**Question: can I sketch this migration barrier by hand?**

I have a nudged elastic band for a barium atom hopping into a neighbouring vacancy, computed with PBEsol, and the five points are below. I would like a pencil rule that gives the energy on the way up if I know the barrier, or the barrier if I know one point on the slope. How good can such a rule be here, and where should I stop trusting it?

Climbing-image nudged elastic band for a Ba atom hopping into a neutral Ba vacancy in Ba8Zn3N6O3 (fixed 20-atom cell, three inner images, force tolerance 0.05 eV/Å). Ansatz 0.2.0, plane-wave PAW DFT with PBEsol, scalar-relativistic, no spin polarisation, cutoff 420 eV, 4×4×4 k mesh. Energies are electronic free energies with Gaussian smearing of 0.05 eV.

| image number | image path length (Å) | image energy (eV over image 0) |
| --- | --- | --- |
| 0 | 0.000 | 0.0000 |
| 1 | 1.074 | 0.3542 |
| 2 | 2.148 | 0.7840 |
| 3 | 3.059 | 0.4246 |
| 4 | 3.970 | 0.1425 |

**Answer**

Call the image path length $s$, the distance covered along the chain of structures, and the image energy $E$, counted from image 0. Images 0 and 4 are the two relaxed wells and image 2 is the top, a climbing image that converged within the force tolerance. The starting structure has space group Cmmm, which the other images need not share. The forward barrier is $E_f = 0.784$ eV. The end lies $\Delta E = 0.1425$ eV above the start, so the backward barrier is $E_b = 0.7840 - 0.1425 = 0.6415$ eV.

The profile is therefore not symmetric, and each flank must be treated on its own. The barium atom jumps 3.845 Å, less than the shortest translation of the host lattice, 4.06 Å, so start and end sites are not copies of each other by translation. Two inequivalent barium sites would account for the offset, which is an inference from the geometry and has not been checked site by site.

**The rule**

On each flank the force along the path vanishes at the well and again at the top. A rigid pendulum has the same property: its energy is flat when it hangs, flat when it stands upside down, and follows $\sin^2(\theta/2)$ in between. With the rod horizontal, halfway up in angle, it has exactly half its maximum energy. The analogy supplies a shape and no more, since a pendulum has one coordinate and equally curved bottom and top, while here twenty atoms move together and the two curvatures are free to differ.

Let $d$ be the length of a flank, $u$ the fraction of it covered from the well, and $E_a$ the barrier seen from that well. The pendulum shape is

$$E(u) = E_\text{well} + E_a \sin^2\!\left(\frac{\pi u}{2}\right).$$

At $u = 1/2$ the height above the well is $f E_a$ with $f = 1/2$. The same holds for any curve whose upper half is the lower half turned through 180 degrees, so the result does not hang on the sine. Read backwards, the rule says that the barrier is twice the midpoint height.

**Worked on images 1 and 3**

Both images sit at $u = 0.500$ on their flanks, because the springs of the band space the images evenly on each side of the climbing one. Images 0, 2 and 4 are inputs to the rule, so these two energies are the test, and neither enters the rule with $f = 1/2$. For image 1 the well is at zero, and the estimate is $0.784/2 = 0.392$ eV. The table has 0.3542 eV, so the rule is 38 meV too high.

For image 3 the well is image 4 and the barrier is the backward one:

$$E \approx 0.1425 + \tfrac12\,(0.6415) = 0.463\ \text{eV}.$$

The table has 0.4246 eV, and the rule is again too high, by 39 meV. That is about 9 % of the energy of this image, or 5 % of the forward barrier.

These misses are real features of the computed band. No image moved by more than 4 meV in the last step of the optimisation, and rounding of the table matters at the level of 0.3 meV. The actual midpoint fractions are 0.452 on the left and 0.440 on the right, both below one half and close to each other.

**What could push the fraction below one half**

A simple model ties $f$ to how sharp the top is compared with the well. Replace the flank by a well parabola $\tfrac12 k_w y^2$, with $y$ the distance from the well, joined smoothly to an inverted parabola $E_a - \tfrac12 k_t (d-y)^2$ at the top. Equal slopes put the join at $y = k_t d/(k_w + k_t)$, and equal heights then give $E_a = \tfrac12 k_w k_t d^2/(k_w + k_t)$. If $k_t \ge k_w$ the midpoint lies on the well parabola, at height $k_w d^2/8$, and so

$$f = \frac14\left(1 + \frac{k_w}{k_t}\right).$$

Equal curvatures return the pendulum's one half. An infinitely sharp top, two parabolas crossing in a cusp, gives one quarter. A sharper top thus lowers $f$: the soft well takes up more of the flank, and more of the energy is gained late. In this picture the two fractions correspond to a top 1.24 and 1.32 times as curved as the left and right wells. That reading is argued from the model, and one point per flank is too little to establish the curvature itself.

The table places this hop much nearer the pendulum than the cusp. Crossing parabolas underestimate image 1 by 158 meV and image 3 by 122 meV. A single $f$ fitted by least squares to both images comes out at 0.447, but with two points and one parameter its small residuals prove little. The fairer check carries the fraction of one flank over to the other, and the error then stays under 10 meV in either direction.

Treating the flanks separately matters as well. One $\sin^2(\pi x)$ hump over the whole path, with $x = s/L$ and $L$ the total length, set on a straight ramp $x\,\Delta E$ and scaled to pass through image 2, is the tempting shortcut. It reproduces image 3 within 2 meV and overshoots image 1 by 90 meV. Its peak lies too near the middle of the path, which lifts the curve at image 1 and lowers it at image 3. There the shift happens to cancel the overestimate that the pendulum shape has, so the close agreement is luck. The printed output below lists all four shapes row by row.

**The barrier from one point on the slope**

The inversion needs the energy at the middle of a flank, and that middle is known here only because the band has already located the top. Without it the midpoint must itself be guessed, which adds an error not counted below. Doubling the midpoint height also doubles the error. From image 1 the top is estimated at $2 \times 0.3542 = 0.708$ eV, which is 76 meV or about 10 % below the true top. Image 3 leads to nearly the same value by way of its own well. Dividing by 0.45 instead of one half brings both estimates within 2 % of the top, but that constant was taken from these same two images and is no prediction.

In a hop rate the error enters through the Arrhenius factor $\exp(-E_a/k_BT)$. A barrier 76 meV too low makes the hop rate too fast by a factor of 19 at 300 K. At 1000 K the factor is only 2.4. A miss of this size still leaves a usable rough rate at furnace temperature, but not at room temperature.

**Where the top sits**

Near its top the pendulum shape has curvature $\pi^2 E_a/(2d^2)$. A smooth top has one curvature, seen from either side, so $d_\text{left}/d_\text{right} = \sqrt{E_f/E_b}$. The flank with the larger barrier is the longer one, and the saddle moves toward the higher well. For ends of equal energy the rule makes the two flanks equal, and for a more uphill hop with the same forward barrier it puts the top later still.

Here the square root is 1.106, which puts the top at 2.084 Å against 2.148 Å in the table. The direction is right and the shift is too small. The top is flat, though, so a small leftover force can shift it. Divided by the rule's own curvature, the force tolerance corresponds to 0.056 Å and the last band force to 0.041 Å. This is a rough guide only, because the force that matters is the one along the path, which combines all atoms and was not listed. The miss of 0.064 Å is of the same order, so these data cannot separate incomplete convergence from a fault of the rule.

**What the rule cannot give**

The rule fixes the shape and leaves the height open. The band from which this optimisation started had its top at 1.982 eV, about 2.5 times the final value, before the passing ion and the atoms around it had relaxed. Taking its images 1 and 3 as midpoints, its fractions were 0.473 and 0.459, not far from the relaxed ones. A point from an unrelaxed path can therefore fit the shape and still give a badly wrong height, so the input point has to lie on the relaxed path.

The rule also assumes one smooth hump on the lowest route. Three inner images show a single maximum and could step over a shallow minimum on a flank, which would spoil the midpoint reading. At the top, the forces on all twenty atoms obey $F_x = -F_y$, the sign of a mirror plane kept along the path, and the order of the saddle was not checked. A route leaving that plane could be lower, so 0.784 eV may read high.

The height belongs to this cell and not to an isolated vacancy. One barium in nine is absent and copies of the vacancy lie 5.74 Å apart, only about one and a half times the jump itself. Removing a neutral Ba from a host whose formal charges balance leaves two holes; the cell is metallic on the mesh and spin was switched off. Semilocal functionals tend to spread such holes out, and localised holes or a charged vacancy could change barrier and shape, which is untested. The energies leave out vibrations and include electronic smearing, which puts the top about 0.01 eV below its zero-smearing estimate. PBEsol ran on datasets made for PBE.

As a working rule, measure each flank from its own well and double the midpoint height of the relaxed path, expecting on the evidence of this one hop a barrier 10 to 12 % too low. Whether the fraction near 0.45 reflects a sharper top, or only straight segments cutting across a curved path, is a guess either way, and a band with more images on each flank would settle it.

Numerical output:

```
barriers: forward 0.7840, backward 0.6415, mean 0.7127, end offset 0.1425 eV
path 3.970 A, jump 3.845 A, path longer by 3.3 %; host translation 4.06 A
flanks: left 2.148 A, right 1.822 A, ratio 1.179
image 1: u = 0.500, height over its well 0.3542 eV, fraction f = 0.452
image 3: u = 0.500, height over its well 0.2821 eV, fraction f = 0.440
tilted sin^2 amplitude from image 2: 0.7188 eV; one f fitted to both flanks: 0.447
model energies; images 0, 2, 4 are inputs; error = model - table
 half-cosine: image 1 0.392 eV (+38 meV, +10.7 %); image 3 0.463 eV (+39 meV, +9.1 %)
   worst image 3, error 4.9 % of forward barrier
 tilted sin^2: image 1 0.444 eV (+90 meV, +25.4 %); image 3 0.423 eV (-2 meV, -0.4 %)
   worst image 1, error 11.5 % of forward barrier
 crossing parabolas: image 1 0.196 eV (-158 meV, -44.7 %); image 3 0.303 eV (-122 meV, -28.7 %)
   worst image 1, error 20.2 % of forward barrier
 fitted f: image 1 0.350 eV (-4 meV, -1.1 %); image 3 0.429 eV (+5 meV, +1.1 %)
   worst image 3, error 0.6 % of forward barrier
f of image 1 used on image 3: error +8 meV; reverse: -9 meV
energy of the top from one flank point (well + height / f)
 f = 1/2: image 1 0.708 eV (-76 meV, -9.6 %); image 3 0.707 eV (-77 meV, -9.9 %)
 f = 0.45: image 1 0.787 eV (+3 meV, +0.4 %); image 3 0.769 eV (-15 meV, -1.9 %)
 f = 1/4: image 1 1.417 eV (+633 meV, +80.7 %); image 3 1.271 eV (+487 meV, +62.1 %)
rate factor of a 76 meV miss: 19 at 300 K, 2.4 at 1000 K
joined parabolas, k_top/k_well = 1/(4f-1): left 1.24, right 1.32
curvature implied by half-cosines: left 0.84, right 0.95 eV/A^2
saddle position: table x = 0.541 (2.148 A), +0.163 A past the middle
 square-root rule: ratio 1.106, x = 0.525 (2.084 A), miss -0.064 A
 tilted sin^2: x = 0.510 (2.025 A), miss -0.123 A
 force/curvature: tolerance 0.056 A, last band force 0.041 A
rounding: energy 0.05 meV; length 0.0005 A x slope 0.57 eV/A = 0.29 meV
last band step, images 1, 2, 3: -3.7, -1.4, +0.9 meV
starting band: top 1.982 eV, 2.53 times the final, lowered by 1.198 eV
 its fractions: image 1 0.473, image 3 0.459
```
